Q: The radical CH₃O–Si(CH₃)Cl has an unpaired electron that sits mostly on silicon. Can I recognise its bonds from the electron density alone?

Electron density at the bond critical points (QTAIM) of the neutral doublet radical CH₃O–Si(CH₃)Cl, computed with PySCF 2.14.0 at the TPSS/6-31G(d) level for a single gas-phase conformer in its GFN2-xTB geometry. The energy density is the sum of the kinetic and potential energy densities. Candidates: 7, 4, 10, 3, 2, 6, 5, 1.

| row | density (a.u.) | laplacian (a.u.) | ellipticity | energy density (a.u.) |
| --- | --- | --- | --- | --- |
| A | 0.095 | 0.226 | 0.098 | -0.050 |
| B | 0.272 | -0.901 | 0.015 | -0.269 |
| C | 0.269 | -0.878 | 0.018 | -0.263 |
| D | 0.279 | -0.963 | 0.043 | -0.277 |
| E | 0.280 | -0.972 | 0.041 | -0.278 |
| F | 0.272 | -0.901 | 0.014 | -0.269 |
| G | 0.255 | -0.214 | 0.006 | -0.371 |
| H | 0.281 | -0.981 | 0.041 | -0.281 |

The candidate numbers stand for these bonds:

- 1, 2, 3: the C–H bonds of the methoxy group; 1 points roughly away from silicon, seen along the C–O bond
- 4, 5, 6: the C–H bonds of the methyl group on silicon; 4 lies on the chlorine side, 5 on the oxygen side, 6 opposite the open side of silicon
- 7: C–O
- 10: Si–Cl

A: Largely, yes. Each row describes the bond critical point, where the density is lowest along the bond and highest across it. The Laplacian sums the three curvatures of the density there, and the ellipticity says how unequal the two curvatures across the bond are. The energy density adds kinetic and potential energy per volume, and is negative where attraction wins.

Q: Where do I start?

A: With two limits. If two closed shells merely touch, there is little density between them and it rises steeply towards both nuclei. The Laplacian is then positive and the energy density close to zero or above. If two atoms share a pair evenly, density gathers on the bond axis, and both quantities are usually clearly negative.

Six rows, B to F and H, lie near the sharing limit, with Laplacians around −0.9 to −1.0. They are the C–H bonds, whose partners differ little in electronegativity. Row A has the lowest density and the only positive Laplacian. It must be Si–Cl, the one long, polar bond to silicon among the candidates.

Q: And row G? Its Laplacian is weak, but its energy density is the most negative.

A: That combination marks C–O. Oxygen draws the shared electrons over, so the critical point lies only about a third of the way from carbon to oxygen. The negative curvature across the bond is weaker than in C–H, and the positive curvature along the bond, where the density rises towards both nuclei, cancels much of what remains. The electrons are nevertheless strongly attracted, which gives an energy density of −0.371.

Q: That leaves six C–H bonds. Can you tell the two methyl groups apart?

A: They fall into two triples: D, E and H have densities near 0.28, while B, C and F have about 0.27. The ellipticity divides them in the same way. The grouping is therefore sure, but it doesn't yet say which triple belongs to which carbon.

Q: In the structure used, the methoxy C–H bonds are longer by 0.007 Å on average. Shouldn't they be the thinner triple?

A: They should if only the length differed, but the carbons differ too. By Bent's rule, carbon directs orbitals rich in p character towards electronegative oxygen and keeps more s character for its hydrogens. Orbitals with more s character hold their electrons closer to carbon and should raise the density in the C–H bond. I therefore give D, E and H to the methoxy group, as a probable assignment.

Q: Can you name the single hydrogens?

A: Not in the methoxy group, where the densities differ by only 0.001 to 0.002. In the other triple, row C is slightly thinner than B and F, and I would make it candidate 6. That C–H bond lies parallel to the half-filled orbital on silicon and can give it some density, which is hyperconjugation. B and F remain interchangeable.

Q: Then let me see the labels.

The rows with their labels:

| row | density (a.u.) | laplacian (a.u.) | ellipticity | energy density (a.u.) |
| --- | --- | --- | --- | --- |
| 1 | 0.281 | -0.981 | 0.041 | -0.281 |
| 2 | 0.280 | -0.972 | 0.041 | -0.278 |
| 3 | 0.279 | -0.963 | 0.043 | -0.277 |
| 4 | 0.272 | -0.901 | 0.014 | -0.269 |
| 5 | 0.272 | -0.901 | 0.015 | -0.269 |
| 6 | 0.269 | -0.878 | 0.018 | -0.263 |
| 7 | 0.255 | -0.214 | 0.006 | -0.371 |
| 8 | 0.129 | 1.037 | 0.108 | -0.021 |
| 9 | 0.115 | 0.234 | 0.089 | -0.067 |
| 10 | 0.095 | 0.226 | 0.098 | -0.050 |

A: Row A is 10 and G is 7. H, E and D are 1, 2 and 3, so the denser triple does belong to the methoxy group. F, B and C are 4, 5 and 6. The two added rows are Si–O (8) and Si–C (9); had Si–C been among the candidates, its values would have been hard to tell from those of Si–Cl.

The calculation also supports the choice of candidate 6: its hydrogen carries a spin of 0.019, against 0.003 to 0.004 on its two neighbours. Its bond is also slightly longer in the tight-binding geometry, so part of its lower density may come from there.

Q: Is "shorter bond, more density" then a bad rule?

A: It is a rule for one pair of atoms being pulled apart. The outer density of an atom falls roughly exponentially, so the density between two atoms should do the same as they separate. I fitted one such exponential, with two constants, to all ten bonds. It loses about 11 % of the density for each 0.1 Å.

Apply it to the two methyl groups, which were part of the fit. An extra 0.007 Å should cost 0.07 × 11 %, or about 0.8 %, which is 0.002 of a density near 0.28. The calculation gives a rise of 0.009 instead. The fit also puts C–O 22 % too low and Si–O 18 % too high, relative to the computed densities.

Q: What does the length leave out?

A: The atoms themselves. Place free, unbonded atoms at the same positions, and their densities add up to 0.26 at the C–O point but only 0.12 at the Si–O point. Silicon's valence shell is large and thin, so it brings little density to the meeting place. The whole contrast between these two bonds is there before any bonding.

The same division helps with the C–H bonds. The free-atom part is lower by 0.004 in the methoxy group, where the bonds are longer and the critical point also lies farther from carbon. The density added by bonding is higher by 0.013 and reverses the order. This shows that bonding makes the difference; that Bent's rule is the reason remains an argument.

Q: Does the positive Laplacian mean that chlorine merely touches silicon?

A: No. The energy density is negative in all three silicon bonds, so these are polar bonds and not mere contacts. Compare Si–C with C–H: the curvature along the bond is about 0.5 in both, but the curvature across it is five times weaker in Si–C. The sign changes because the density falls off much less sharply to the sides of the bond, and Si–Cl behaves in the same way.

Si–O comes closest to the closed-shell limit. Its density also rises very steeply along the bond, and its energy density is only −0.021.

Q: Chlorosilanes and alkoxysilanes are precursors for silicon oxide films in electronic devices. Can I read from the table which group leaves first?

A: No. Density at the critical point compares bonds fairly only when the atoms are the same, and Si–O and Si–Cl differ in one partner. Which group leaves depends on the energies of the reaction steps. The printed analysis below gives the curvatures, the free-atom parts and the length fit for each bond.

Printed output of the fit:

```
Local character of each bond point in a.u.:
  row  curvature across  curvature along  kinetic energy per electron  total energy per electron
    1            -1.512           0.5306                       0.1272                         -1
    2            -1.504           0.5317                        0.125                    -0.9929
    3            -1.493           0.5301                       0.1299                    -0.9928
    4            -1.395           0.4942                       0.1608                     -0.989
    5            -1.394           0.4925                       0.1608                     -0.989
    6            -1.371           0.4932                       0.1617                    -0.9777
    7           -0.8833           0.6693                        1.245                     -1.455
    8           -0.4448            1.482                        2.172                    -0.1628
    9           -0.2946           0.5286                        1.091                    -0.5826
   10           -0.2143           0.4403                        1.121                    -0.5263
Density and bond length:
  row  length in angstrom  free atoms in a.u.  deformation in a.u.  deformation share in percent  density from length in a.u.  miss in percent
    1               1.091              0.1801               0.1009                         35.91                       0.2793          -0.5976
    2               1.093              0.1794               0.1006                         35.93                       0.2787          -0.4657
    3               1.093              0.1796              0.09943                         35.64                       0.2787           -0.109
    4               1.084              0.1837              0.08832                         32.47                       0.2815            3.499
    5               1.084              0.1841              0.08787                         32.31                       0.2815            3.499
    6               1.088              0.1828              0.08624                         32.06                       0.2803            4.186
    7               1.394              0.2559           -0.0008891                       -0.3487                        0.199           -21.97
    8               1.631              0.1223             0.006668                         5.169                       0.1526            18.29
    9               1.897             0.09129              0.02371                         20.62                       0.1133           -1.481
   10               2.057             0.08863             0.006372                         6.707                      0.09472           -0.299
Fall of density per 0.1 angstrom in the length model, percent: 10.59
Gap between lowest OCH3 and highest SiCH3 C-H density, a.u.: 0.007
Mean C-H density, OCH3 less SiCH3, a.u.: 0.009
Free-atom part of that difference, a.u.: -0.003843
Deformation part of that difference, a.u.: 0.01284
The same difference expected from the length model, a.u.: -0.002195
Mean C-H length, OCH3 less SiCH3, angstrom: 0.007
Mean C-H ellipticity, OCH3 over SiCH3, ratio: 2.66
Odd SiCH3 C-H density less mean of the other two, a.u.: -0.003
Energy density, C-O over mean C-H, ratio: 1.36
Laplacian, mean C-H over C-O, ratio: 4.358
Curvature across the bond, mean C-H over Si-C, ratio: 4.905
Curvature along the bond, Si-O over Si-C, ratio: 2.803
```
